\section*{Problem}

A metallic node of capacitance $C$ to ground makes ohmic contact to a GaAs two-dimensional electron gas at zero magnetic field. Two quantum point contacts join it to reservoirs. The first is nearly pinched off and acts as a tunnel junction of resistance $R_T$; its own capacitance is included in $C$. The second is set on its first spin-degenerate plateau and acts as a linear resistor $R=h/2e^2$ to ground. $V>0$ is the mean voltage across the tunnel contact, $e>0$, $R_K=h/e^2$, $\beta=1/k_BT$, and impedances refer to a time dependence $e^{i\omega t}$.

\emph{Model inputs (assumed):} $C=3$ fF, $R_T=5$ M$\Omega$, $T=20$ mK, $V=200$ $\mu$V, a typical sheet density $n=2.5\times10^{15}$ m$^{-2}$, and a typical barrier curvature energy $\hbar\omega_x=1$ meV of the pinched contact.

\emph{Compiled values for GaAs:} $m^*=0.067\,m_e$ (Vurgaftman 2001), $\epsilon_s=12.87$ (Rakita 2019), $\epsilon_\infty=10.88$ (Skelton 2020), TO and LO wavenumbers 271 and 293 cm$^{-1}$ (Han 2011).

\begin{enumerate}
\item[(a)] Define $P(E)$ and find its zeroth and first moments. State the condition on the external impedance $Z(\omega)$, and evaluate the first moment as given and with a stray capacitance $C_s=1$ fF across $R$.
\item[(b)] Prove detailed balance, evaluate $P(-E)/P(E)$ at $E=5$ $\mu$eV and at $E=e^2/2C$, and take the limit $T\to0$.
\item[(c)] Derive the large-voltage asymptote of $I(V)$.
\item[(d)] Compute the departure from the asymptote at $T=0$ and the current at $V=200$ $\mu$V.
\item[(e)] Estimate the neglected effects.
\end{enumerate}

\section*{Solution}

\subsection*{(a) Moments}

An electron that tunnels shifts the node charge by $e$. The shift operator is $e^{-i\varphi}$, where $\hbar\dot\varphi/e$ is the voltage fluctuation across the junction. To lowest order in $1/R_T$ the golden rule contains the probability density for giving the energy $E$ to the circuit,
\begin{equation}
P(E)=\frac{1}{2\pi\hbar}\int_{-\infty}^{\infty}dt\,e^{J(t)+iEt/\hbar},\qquad e^{J(t)}=\langle e^{i\varphi(t)}e^{-i\varphi(0)}\rangle .
\label{def}
\end{equation}
A linear circuit in equilibrium has Gaussian fluctuations, so $J(t)=\langle[\varphi(t)-\varphi(0)]\varphi(0)\rangle$, and the fluctuation-dissipation theorem gives
\begin{equation}
J(t)=2\int_0^\infty\frac{d\omega}{\omega}\frac{\mathrm{Re}\,Z_t(\omega)}{R_K}\Big[(n_\omega+1)(e^{-i\omega t}-1)+n_\omega(e^{i\omega t}-1)\Big],
\label{J}
\end{equation}
with $n_\omega=1/(e^{\beta\hbar\omega}-1)$ and $Z_t=[i\omega C+1/Z(\omega)]^{-1}$. The bracket equals $\coth(\beta\hbar\omega/2)(\cos\omega t-1)-i\sin\omega t$. Inverting \eqref{def},
\begin{equation}
e^{J(t)}=\int dE\,P(E)\,e^{-iEt/\hbar}.
\label{inv}
\end{equation}
At $t=0$ the bracket in \eqref{J} vanishes, so $J(0)=0$ and $\int P\,dE=1$. The derivative of \eqref{inv} at $t=0$ is $J'(0)=-(i/\hbar)\int EP\,dE$. The derivative of the bracket at $t=0$ is $-i\omega(n_\omega+1)+i\omega n_\omega=-i\omega$, free of $T$. Hence
\begin{equation}
\int E\,P(E)\,dE=i\hbar J'(0)=\frac{2\hbar}{R_K}\int_0^\infty d\omega\,\mathrm{Re}\,Z_t(\omega).
\label{first}
\end{equation}
A passive $Z_t$ is analytic in the lower half plane (undamped modes are read with $\omega\to\omega-i0$ and give delta functions in $\mathrm{Re}\,Z_t$). If $|\omega Z(\omega)|\to\infty$ at large $|\omega|$, then $Z_t\to1/i\omega C$. The large arc from phase $0$ to phase $-\pi$ contributes $-\pi/C$, so the real axis contributes $+\pi/C$. Since $\mathrm{Re}\,Z_t$ is even,
\begin{equation}
\int_0^\infty d\omega\,\mathrm{Re}\,Z_t=\frac{\pi}{2C},\qquad \int E\,P(E)\,dE=\frac{\pi\hbar}{R_KC}=\frac{e^2}{2C}\equiv E_C .
\label{sum}
\end{equation}
The tunnelling event is sudden, so on average it costs the energy of a charge $e$ placed on the capacitance seen at the shortest times. The result holds for every temperature and for every $Z$ that obeys the stated condition, for example resistors and inductors. It is altered when $Z$ is capacitive at high frequency: a shunt $C_s$ turns $C$ into $C+C_s$, and $Z\equiv0$ gives $P=\delta(E)$ with zero mean.

Numbers: $R_K=25.81$ k$\Omega$, $R=12.91$ k$\Omega$, $g\equiv R_K/R=2$, $RC=38.72$ ps. Here $\mathrm{Re}\,Z_t=R/[1+(\omega RC)^2]$, with cutoff energy $\varepsilon_c=\hbar/RC=gE_C/\pi=17.00$ $\mu$eV. Then
\begin{equation}
\frac{\pi}{2C}=5.236\times10^{14}\ \Omega\,\mathrm{s^{-1}},\qquad J'(0)=-i\,4.057\times10^{10}\ \mathrm{s^{-1}},
\end{equation}
\begin{equation}
E_C=i\hbar J'(0)=4.278\times10^{-24}\ \mathrm{J}=26.70\ \mu\mathrm{eV}=k_B\times0.310\ \mathrm{K}.
\end{equation}
With $C_s=1$ fF the first moment is $e^2/(2\times4\ \mathrm{fF})=20.03$ $\mu$eV.

\subsection*{(b) Detailed balance}

Replace $t$ by $-t-i\hbar\beta$ in \eqref{J}; the integral converges in the strip $-\hbar\beta\le\mathrm{Im}\,t\le0$. The exponentials become $e^{i\omega t}e^{-\beta\hbar\omega}$ and $e^{-i\omega t}e^{\beta\hbar\omega}$. Because $(n_\omega+1)e^{-\beta\hbar\omega}=n_\omega$, the two oscillating terms exchange roles and $J(-t-i\hbar\beta)=J(t)$. Inserting this in \eqref{inv} and renaming $E\to-E$,
\begin{equation}
e^{J(t)}=\int dE\,P(E)e^{-\beta E}e^{iEt/\hbar}=\int dE\,P(-E)e^{\beta E}e^{-iEt/\hbar}.
\end{equation}
Comparison with \eqref{inv} gives
\begin{equation}
P(-E)=e^{-E/k_BT}P(E).
\label{db}
\end{equation}
At 20 mK, $k_BT=1.723$ $\mu$eV. For $E=5$ $\mu$eV, $\beta E=2.90$ and the ratio is $0.055$. For $E=E_C$, $\beta E=15.5$ and the ratio is $1.9\times10^{-7}$.

As $T\to0$ the factor in \eqref{db} vanishes for every $E>0$, so $P=0$ at negative energy: a circuit in its ground state has no energy to give. Directly, with $n_\omega=0$ the function $e^{J(t)}$ is analytic with modulus at most 1 for $\mathrm{Im}\,t<0$, and for $E<0$ the contour in \eqref{def} closes there and encloses nothing.

\subsection*{(c) Asymptote}

For constant densities of states and transmission, the convolution of the two Fermi factors is $k(y)=y/(1-e^{-\beta y})$, and
\begin{equation}
\Gamma(V)=\frac{1}{e^2R_T}\int dE\,P(E)\,k(eV-E),\qquad I=e[\Gamma(V)-\Gamma(-V)].
\end{equation}
From $k(-y)=e^{-\beta y}k(y)$ and \eqref{db}, the substitution $E\to-E$ yields $\Gamma(-V)=e^{-\beta eV}\Gamma(V)$; at 200 $\mu$V and 20 mK, $\beta eV=116$ and the backward rate drops out. The identity $k(y)=y+k(-y)$ and the two moments give
\begin{equation}
R_TI=V-\frac{e}{2C}+\delta,\qquad e\,\delta=\int dE\,P(E)\,k(E-eV)-e^2R_T\Gamma(-V).
\label{asym}
\end{equation}
For $eV\gg k_BT$ the weight $k(E-eV)$ selects $E\gtrsim eV$, and $\delta\to0$ at large $V$ because the first moment converges. Thus $I\to(V-e/2C)/R_T$, with the opposite offset for $V<0$. At $T=0$, $k(y)=y$ for $y>0$ and zero otherwise, and $\Gamma(-V)=0$ since $P$ vanishes for $E<0$:
\begin{equation}
e\,\delta=\int_{eV}^\infty dE\,(E-eV)P(E)\ \ge0 .
\label{delta}
\end{equation}
The current approaches the asymptote from above. At 200 $\mu$V the ohmic value is $V/R_T=40.00$ pA and the asymptote is $173.30\ \mu\mathrm{V}/5\ \mathrm{M}\Omega=34.66$ pA.

\subsection*{(d) Departure at $T=0$}

\emph{Expansion.} At $T=0$, $i\hbar J'(t)=\int_0^\infty d\varepsilon\,\kappa(\varepsilon)e^{-i\varepsilon t/\hbar}$ with $\kappa=(2/g)/(1+\varepsilon^2/\varepsilon_c^2)$ and $\int_0^\infty\kappa\,d\varepsilon=E_C$. Differentiating \eqref{inv} at general $t$ gives
\begin{equation}
E\,P(E)=\int_0^E dE'\,\kappa(E-E')P(E').
\end{equation}
At large $E$, $\kappa\to A/E^2$ with $A=2\varepsilon_c^2/g=289.0$ $\mu$eV$^2$. The region of small $E'$ contributes $\kappa(E)-E_C\kappa'(E)=A/E^2+2AE_C/E^3$ by the two moments, and the region $E'\approx E$ contributes $E_CP(E)$. Therefore $P\simeq(A/E^3)(1+3E_C/E)$, and \eqref{delta} becomes
\begin{equation}
e\,\delta\simeq\frac{A}{2eV}\Big(1+\frac{E_C}{eV}\Big),\qquad \frac{A}{2e^2V}=\frac{g\,e^2}{4\pi^2C^2V}.
\end{equation}
At 200 $\mu$V the leading term is $0.72$ $\mu$V, $E_C/eV=0.134$, and the two terms give $0.82$ $\mu$V. The $E^{-3}$ tail makes the second moment diverge logarithmically, so the next term carries a logarithm.

\emph{Exact form.} Setting $t=-i\hbar s/\varepsilon_c$ in \eqref{inv} gives the Laplace transform of $P$, with energies in units of $\varepsilon_c$:
\begin{equation}
\Lambda(s)=\exp\Big[-\frac2g\int_0^\infty dw\,\frac{1-e^{-sw}}{w(1+w^2)}\Big]=\exp\Big\{-\frac2g\big[\ln s+\gamma+a(s)\big]\Big\},
\end{equation}
where $\gamma$ is Euler's constant and $a(s)=-\mathrm{Ci}(s)\cos s-[\mathrm{Si}(s)-\pi/2]\sin s$. For $g=2$ and large $s$, $\Lambda\to e^{-\gamma}/s$, so $P$ jumps at $E=0$ from zero to $e^{-\gamma}/\varepsilon_c=0.0330$ $\mu$eV$^{-1}$. With $x=eV/\varepsilon_c$, the quantity $eR_TI/\varepsilon_c$ has the transform $\Lambda/s^2$. Folding the inversion contour around the negative axis, the origin, where $\Lambda=1-\pi s/g+O(s^2\ln s)$, yields $x-\pi/g$, which is the asymptote. On the cut $s=ue^{i\pi}$ one has $\mathrm{Ci}\to\mathrm{Ci}(u)+i\pi$ and $\mathrm{Si}\to-\mathrm{Si}(u)$, and the cut contributes $-\pi^{-1}\int du\,e^{-xu}\,\mathrm{Im}\,\Lambda/u^2$:
\begin{equation}
\frac{e\,\delta}{\varepsilon_c}=\frac1\pi\int_0^\infty\frac{du}{u^2}\,e^{-xu-2b(u)/g}\,\sin\Big[\frac{2\pi}{g}(1-\cos u)\Big],
\label{cut}
\end{equation}
\begin{equation}
b(u)=\ln u+\gamma-\mathrm{Ci}(u)\cos u-\Big[\mathrm{Si}(u)+\frac\pi2\Big]\sin u .
\end{equation}
For small $u$, $b\simeq-\pi u/2$, and \eqref{cut} gives $(1/gx)(1+\pi/gx)$, the expansion found above. For $g=2$ and $x=11.76$ the integral \eqref{cut} is $0.0500$, so $\delta=0.85$ $\mu$V, worth $0.17$ pA. The model's deficit from the ohmic line is $V-R_TI=25.85$ $\mu$V, and
\begin{equation}
I=\frac{173.30\ \mu\mathrm{V}+0.85\ \mu\mathrm{V}}{5\ \mathrm{M}\Omega}=34.83\ \mathrm{pA}.
\end{equation}

\subsection*{(e) Neglected effects}

\emph{Higher orders in tunnelling.} The expansion parameter is $R_K/R_T=5.2\times10^{-3}$. A relative change of that order in the offset is $0.14$ $\mu$V, small against $e/2C$ and a noticeable fraction of $\delta$. The source voltage exceeds $V$ by $IR=0.45$ $\mu$V; plotted against the source voltage, the asymptote has slope $1/(R_T+R)$ and the same intercept.

\emph{Temperature and heating.} Finite $T$ smears \eqref{delta}. The kernel $k''$ has variance $2\pi^2(k_BT)^2/3$, and the thermal terms of \eqref{J} add at most $2\pi^2(k_BT)^2/3g$ to the variance of $P$; for $g=2$ the total is $\sigma^2\le\pi^2(k_BT)^2$. Since $\delta\propto1/V$, its relative increase is about $\sigma^2/(eV)^2$, which is $7\times10^{-4}$ at 20 mK. The node, however, receives roughly $IV/2=3.5$ fW. A ballistic channel carries away $(\pi^2k_B^2/6h)(T_n^2-T^2)$, with $\pi^2k_B^2/6h=4.73\times10^{-13}$ W K$^{-2}$. Counting only one of the two channels, since the charging energy can block the heat flow of one, and ignoring phonons, $T_n\approx88$ mK and $k_BT_n\approx7.6$ $\mu$eV. Then $\pi^2(k_BT_n/eV)^2=0.014$, about $0.01$ $\mu$V in $\delta$. The moments \eqref{sum} do not involve the occupations and survive the heating; \eqref{db} needs a single temperature and describes the circuit only at low bias.

\emph{Band and lattice.} The Fermi energy $E_F=\pi\hbar^2n/m^*=8.9$ meV makes $eV/E_F=0.022$, and the two-dimensional density of states is flat. The optical phonons lie at $33.6$ meV (TO) and $36.3$ meV (LO), far above $eV$, so $C$ is the static capacitance. The strict first moment refers to the smaller capacitance above the phonon band. For a flat electrode on a dielectric half space, $C\propto1+\epsilon$, and the extra weight is $E_C[(1+\epsilon_s)/(1+\epsilon_\infty)-1]=4.5$ $\mu$eV. It belongs to phonon emission with probability about $4.5\ \mu\mathrm{eV}/33.6\ \mathrm{meV}=1.3\times10^{-4}$, a rough figure because a lumped circuit is no longer accurate at such frequencies. Below the phonon threshold it only rescales $R_T$ by that fraction, and the offset seen for $E_C\ll eV\ll E_F$ is $e/2C$ with the static $C$.

\emph{Energy dependence of the barrier.} For a parabolic barrier the small transmission grows as $\exp(2\pi E/\hbar\omega_x)$. With the bias dropping symmetrically, its average over a window of width $eV$ is larger by $\sinh y/y$, where $y=\pi eV/\hbar\omega_x=0.628$, that is by a factor $1.067$. This is equivalent to about $13$ $\mu$V, half of the offset and far more than $\delta$. In a gated GaAs contact this nonlinearity has to be calibrated, for instance with the environment shunted, before the offset can be read.

\subsection*{Results}

The model has $\int P\,dE=1$ and $\int EP\,dE=26.70$ $\mu$eV ($20.03$ $\mu$eV with the shunt), $P(-E)/P(E)=0.055$ at 5 $\mu$eV and $1.9\times10^{-7}$ at $E_C$ for 20 mK, and the asymptote $I=(V-26.70\ \mu\mathrm{V})/R_T$. At 200 $\mu$V the constant-$R_T$ model gives $\delta\approx0.85$ $\mu$V and $I\approx34.8$ pA. A charging energy near $k_B\times0.3$ K is typical of micrometre-sized nodes of this kind, while the current through a real pinched contact would lie above the model's value by roughly 7 per cent for the assumed barrier curvature.